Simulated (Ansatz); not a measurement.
Sn: energy above lowest point against volume scale

Results calculated with Ansatz 0.2.0, not measured. Free energy against uniform scaling of the volume at fixed shape and fractions; periodic cell, basis, potentials, k mesh and filling as listed.

The cell before it is scaled or strained (space group I4/mmm, No. 139):
```
CELL_PARAMETERS angstrom
-1.59080 1.59080 2.91560
1.59080 -1.59080 2.91560
1.59080 1.59080 -2.91560
ATOMIC_POSITIONS crystal
Sn 0.00000 0.00000 0.00000
```

Settings of every row: functional PBEsol; dispersion none; potentials all-electron LAPW; k mesh 13x13x13; k shift 0x0x0; occupations fermi dirac; smearing width 0.1 eV; spin none.

Limits: coarse k mesh, up to 40 meV an atom off; minimum outside the range.

```csv
row,volume scale,V (Å³/atom),energy above lowest point (meV/atom)
1,0.94,27.743,0
2,0.97,28.628,?
3,1,29.513,32.3
4,1.03,30.399,57.3
5,1.06,31.284,86.7
```

Question: what energy above lowest point should row 2 give?

Worked fit of energy above lowest point. Take u = (V_r/V)^(2/3) − 1 with V_r = 29.956 Å³ an atom, which is twice the finite (Eulerian) strain; such expansions in the strain, on which the Birch-Murnaghan equation of state is built, carry the rest volume and the bulk modulus. The shown rows have u = 0.0525, 0.00998, -0.00974, -0.0285. Least squares give energy above lowest point = 44.16 − 1264 × u + 8053 × u² meV/atom; a straight line predicts inner rows, each left out in turn, worse (root mean square 8 against 0.13 meV/atom). The rows lie off it by 0.0, 0.0, 0.1, 0.0. The withheld row has u = 0.03069, so the fit gives 44.16 − 1264 × (0.03069) + 8053 × (0.03069)² = 13.0 meV/atom.

The calculation gave 12.8 meV/atom. The fit lies 0.2 meV/atom (1.6 % of the value, 0.23 % of the column's range) above it; its largest miss of a shown row is 0.1 meV/atom.
